# Hyperfine couplings in a σ aryl radical with a fused three-membered ring

Removing a hydrogen atom from an aromatic carbon leaves one unpaired electron there, and the naive guess is that every coupling fades with distance from that carbon and follows the spin on each atom. Ortho would then beat meta and meta would beat para, as in the phenyl radical, whose hydrogens have roughly 49, 17 and 5 MHz (rough recalled values). The unrestricted B3LYP results for C7H5 keep the ortho hydrogen on top but put the para hydrogen about four times above the meta one. Two ring carbons, and faintly the CH2 carbon, also combine a negative spin population with a positive coupling.

13C and 1H hyperfine couplings and Mulliken spin populations of the C7H5 radical (doublet, SMILES [c]1cccc2c1C2). PySCF 2.14.0, gas-phase unrestricted B3LYP with density fitting, IGLO-III on C and pcH-1 on H, PBE0-D3(BJ)/def2-SVP geometry. Atoms follow SMILES order, then hydrogens; equivalent atoms are averaged, and the largest dipolar part is the most positive component.

| atom | bonded to | spin population (e) | A iso (MHz) | largest dipolar part (MHz) |
| --- | --- | --- | --- | --- |
| C1 | C C | 0.902 | 388.2 | 127.1 |
| C2 | C C H | -0.036 | 38.8 | 16.3 |
| C3 | C C H | 0.051 | 21.5 | 8.2 |
| C4 | C C H | -0.043 | -12.4 | 3.7 |
| C5 | C C C | 0.128 | 33.4 | 26.4 |
| C6 | C C C | -0.033 | 45.3 | 19.2 |
| C7 | C C H H | -0.003 | 1.7 | 4.2 |
| H8 | C | 0.013 | 37.2 | 11.9 |
| H9 | C | 0.003 | 5.6 | 5.1 |
| H10 | C | 0.011 | 24.2 | 1.5 |
| H11 | C | 0.003 | 5.7 | 3.1 |

C1 is the radical carbon. C2 and C6 are ortho, C3 and C5 meta and C4 para; H8, H9 and H10 sit on C2, C3 and C4, and H11 stands for the two CH2 hydrogens, above and below the planar ring. All rows belong to one nearly pure doublet ($\langle S^2\rangle$ is within 0.01 of the ideal 0.75), whose stability towards a lower solution was not tested.

## Three columns, three views of one spin density

The spin population is the Mulliken excess of α over β electrons, summed over all orbitals of an atom. A iso is the contact coupling and sees only the spin density at the nucleus, to which, among the atom's own functions, only the s functions contribute. The dipolar part is the anisotropic field of the spin around the nucleus, an average of $(3\cos^2\theta-1)/r^3$, fed by p spin on the same atom and by spin on other atoms. The column gives the most positive of its three components, which for C4 and H10 is not the largest in size.

The scales differ greatly. A full electron in a carbon 2s orbital gives about 3800 MHz of A iso, and one in a 2p orbital about 210 MHz of dipolar part (both rough and recalled). One per cent of s spin is thus worth about 38 MHz, the whole coupling of an ortho carbon, while it barely shows in a population.

## The electron sits in the ring plane

For C1 these scales turn A iso into an s share of 0.10 and the dipolar part into a p share of 0.61. So much s spin marks an in-plane hybrid pointing where the hydrogen used to be, since a π orbital has a node at the nucleus. The shares add up to 0.71 against a population of 0.90, a gap that shows how rough the atomic scales and the Mulliken partition are.

The ratio of p to s, about 6, is well above the 2 of an sp² bond. This is standard hybridisation reasoning: a half-filled lobe gives up s character to the doubly filled ring bonds, and the ring angle opens. The geometry agrees, with 119° at C1 against 114° at C4, the equivalent position before the hydrogen was removed.

## How far the field of C1 reaches

An electron spin acts as a small magnet, and a distant nucleus sees it as a point dipole. For a spin $\rho$ at distance $r$ the tensor has one component along the line of centres and two across it:

$$T_\parallel = \frac{2D\rho}{r^3},\qquad T_\perp = -\frac{D\rho}{r^3},\qquad D=\frac{\mu_0\, g_e\mu_B\, g_N\mu_N}{4\pi h}$$

Here $g_e\mu_B$ and $g_N\mu_N$ set the electron and nuclear moments, and $D$ is 79.1 MHz Å$^3$ for $^1$H and 19.8 MHz Å$^3$ for $^{13}$C. Nothing is fitted: all the spin is placed on C1 and the formula is applied to the other ten rows. For C5 it gives

$$T_\parallel = \frac{2\times 19.8\times 0.902}{2.36^3} = \frac{35.7}{13.1} = 2.7\ \text{MHz},$$

against 26.4 MHz in the table.

The model does tolerably on the hydrogens, where the table lies between 0.64 and 1.42 times the estimate, because a hydrogen has almost no p spin of its own. All six other carbons exceed the estimate, the ortho ones by 23 and 30 % of it, and C5 most of all. A large excess on carbon is therefore a sign of local p spin, while a small one can also come from spin on neighbouring atoms. Row-by-row values are in the output printed after this page.

## Polarised π electrons explain the signs

The ring populations alternate, positive on C1, C3 and C5 and negative on C2, C4 and C6. Theory gives a reason for these signs, though not for the large value on C5, which is taken up below. The unpaired electron is symmetric to the ring plane, so the π system holds as many α as β electrons and its net spin is zero. Exchange draws α π electrons towards C1, which leaves β excess on its neighbours, and the conjugated ring passes the pattern on with alternating sign.

The shape of the C2 tensor supports this reading. The point spin on C1 gives it $(+13.3,\,-6.7,\,-6.7)$ MHz. Taking its whole population as π spin adds $-0.036\times210=-7.6$ MHz along the ring normal and $+3.8$ MHz along both in-plane axes, for a sum, taken before rounding, of $(+17.1,\,-2.9,\,-14.2)$ MHz. The calculation gives $(+16.3,\,-3.2,\,-13.1)$ MHz, close for an estimate that assumes the axes and uses a rough atomic scale.

The sign mismatch on C2 and C6 follows by argument. The in-plane orbital has a positive tail on both, and an s share near 0.01 yields their A iso, while the larger negative π spin sets the sign of the population. C4 is farther off, so polarisation can win at the nucleus too: it is the only atom with negative A iso, and its tensor is inverted, with $-6.2$ MHz outweighing $+3.7$ MHz. Over C2 to C7 the correlation of A iso with population is only 0.22.

## Hydrogens report in-plane spin

A ring hydrogen has two main contributions, which can differ in sign. The π spin of its carbon polarises the C–H bond, by the McConnell relation $A = Q\rho_C$ with $Q$ near $-70$ MHz (rough, recalled), and the in-plane orbital delocalises onto it directly, with positive sign. Treating each carbon population as π spin, the first term stays below 4 MHz in size. What is left for the direct term is about 35, 9 and 21 MHz on H8, H9 and H10, so para still exceeds meta.

Because a hydrogen holds its spin almost wholly in s functions, its A iso does follow its own population, unlike carbon. A line through the origin fitted to the four hydrogen rows places H8 above H10 above the near-equal pair H9 and H11. It misses by up to 4.2 MHz, and by a third of the table value or more on the two small couplings. The slope is 1.8 times the free-atom value and depends on how Mulliken divides overlap in a small hydrogen basis, so it is given no meaning.

## C5 and the para hydrogen

The two meta carbons are almost equally far from C1, yet C5 carries 2.5 times the population of C3 and 3.2 times its dipolar part. The dipolar excess divided by the 2p scale gives p spins of about 0.11 and 0.03, treating the local and distant tensors as sharing an axis. Two different measures thus show that C5 is a second, minor spin centre. If π polarisation is similar on both meta carbons, which is an assumption, the extra spin on C5 lies in the plane.

The lobe on C1 is anti to the bonds C2–C3 and C6–C5, the alignment in which an in-plane orbital mixes best with a σ bond and puts spin on its far atom. C6–C5 is also a side of the three-membered ring, and the outer angle C4–C5–C7 is 173°, nearly straight. That this strained bond accepts more spin than C2–C3 is a guess, untested by an orbital analysis or an unstrained comparison. The bond lengths do not decide it: C1–C6 and C1–C2 are shorter than their counterparts across the ring by 0.03 and 0.02 Å, which differ only at the level of the rounding.

H10 has the second largest hydrogen A iso and the smallest dipolar part of all rows, so nearness to C1 is not its source. Placing point spins on all atoms gives 1.5 MHz for that dipolar part, as in the table, where C1 alone gives 2.4 MHz; in this model the negative spin on C4, which lies on the same line, more than cancels the field of C1 along it, so the most positive component lies across the line and the estimate from C1 alone is near in size only by chance. The match may be partly luck, since a point is a poor picture of a bonded carbon, and the same refinement gives 8.9 MHz for H9 against 5.1.

For the contact term the natural guess is that H10 lies beside C5 as H8 lies beside C1. Scaling by population gives $37.2\times0.128/0.902 = 5.3$ MHz, and scaling by dipolar part or A iso gives 7.7 or 3.2 MHz. The analogy therefore supplies 13 to 32 % of the 24.2 MHz in the table. But the two positions are not alike. H8 lies on the same side of the bond C1–C2 as the lobe on C1, while the bond C4–H10 is anti to C5–C6, the alignment named above as the best for passing on in-plane spin. If the spin on C5 sits largely in the orbital of that bond, a more efficient transfer to H10 is expected, though this was not computed and another path may add to it. The small coupling of H9, about a third of the recalled phenyl value, stays unexplained. The reversal itself is far above the rounding, but it rests on one functional, a small hydrogen basis and a fixed geometry without vibrational averaging, so comparison with the recalled phenyl order is suggestive only.

Numerical output:

```
table rounding: spin 0.0005 e, couplings 0.05 MHz, coordinates 0.005 A; sum of spin 0.999 e
dipolar constant D: 1H 79.1, 13C 19.8 MHz A^3
C1: s spin A/3800 = 0.10, p spin dip/210 = 0.61, sum 0.71, p/s 5.9, Mulliken 0.90
Point spin on C1: atom, r (A), model, table, table-model (MHz), table/model, most negative part
  C2    1.39   13.3   16.3   +3.0  1.23  -13.1
  C3    2.42    2.5    8.2   +5.7  3.25   -5.5
  C4    2.84    1.6    3.7   +2.1  2.37   -6.2
  C5    2.36    2.7   26.4  +23.7  9.74  -15.7
  C6    1.34   14.7   19.2   +4.5  1.30  -16.5
  C7    2.84    1.6    4.2   +2.6  2.68   -3.0
  H8    2.18   13.9   11.9   -2.0  0.86   -6.5
  H9    3.41    3.6    5.1   +1.5  1.42   -3.2
  H10   3.93    2.4    1.5   -0.9  0.64   -1.6
  H11   3.50    3.3    3.1   -0.2  0.93   -1.9
worst row by ratio: C5
crude local p spin (excess/210) vs Mulliken: C3 0.027/0.051, C5 0.113/0.128
C4 from its negative part: -0.030 vs Mulliken -0.043
C5/C3: spin 2.5 (difference 0.077 e), dipolar 3.2, A iso 1.55
Point spins on all atoms: H, model most positive / most negative, calculation (MHz)
  H8    11.6 /  -6.4     11.9 /  -6.5
  H9     8.9 /  -4.6      5.1 /  -3.2
  H10    1.5 /  -1.7      1.5 /  -1.6
  H11    3.6 /  -2.2      3.1 /  -1.9
McConnell, Q = -70 MHz: H, model, table, table-model (MHz)
  H8    +2.5  37.2 +34.7
  H9    -3.6   5.6  +9.2
  H10   +3.0  24.2 +21.2
H: A iso = k * own spin, k = 2577 MHz/e (free H atom 1423); residuals MHz: H8 +4.2, H9 -1.9, H10 -3.8, H11 -2.1
H: A iso / free-atom value: H8 0.0261, H9 0.0039, H10 0.0170, H11 0.0040
C2-C7: correlation of A iso with own spin 0.22
C: s spin A/3800: C2 +0.0102, C3 +0.0057, C4 -0.0033, C5 +0.0088, C6 +0.0119, C7 +0.0004
H10/H9 = 4.3, H10/H8 = 0.65, H9/H8 = 0.15; phenyl, rough recalled 49/17/5 MHz: 0.3, 0.10, 0.35
H10 from H8 x C5/C1 by spin: 5.3 MHz, 22 % of table, short by 18.9 MHz
H10 from H8 x C5/C1 by dipolar part: 7.7 MHz, 32 % of table, short by 16.5 MHz
H10 from H8 x C5/C1 by A iso: 3.2 MHz, 13 % of table, short by 21.0 MHz
bonds (A): C1-C6 1.34 vs C4-C5 1.37; C1-C2 1.39 vs C3-C4 1.41; C5-C6 1.38, C2-C3 1.41; C6-C7 1.49, C5-C7 1.49
angles (deg): C2-C1-C6 119, C3-C4-C5 114, C4-C5-C7 173, C1-C6-C7 177, C2-C3-H9 119, C4-C3-H9 119
```
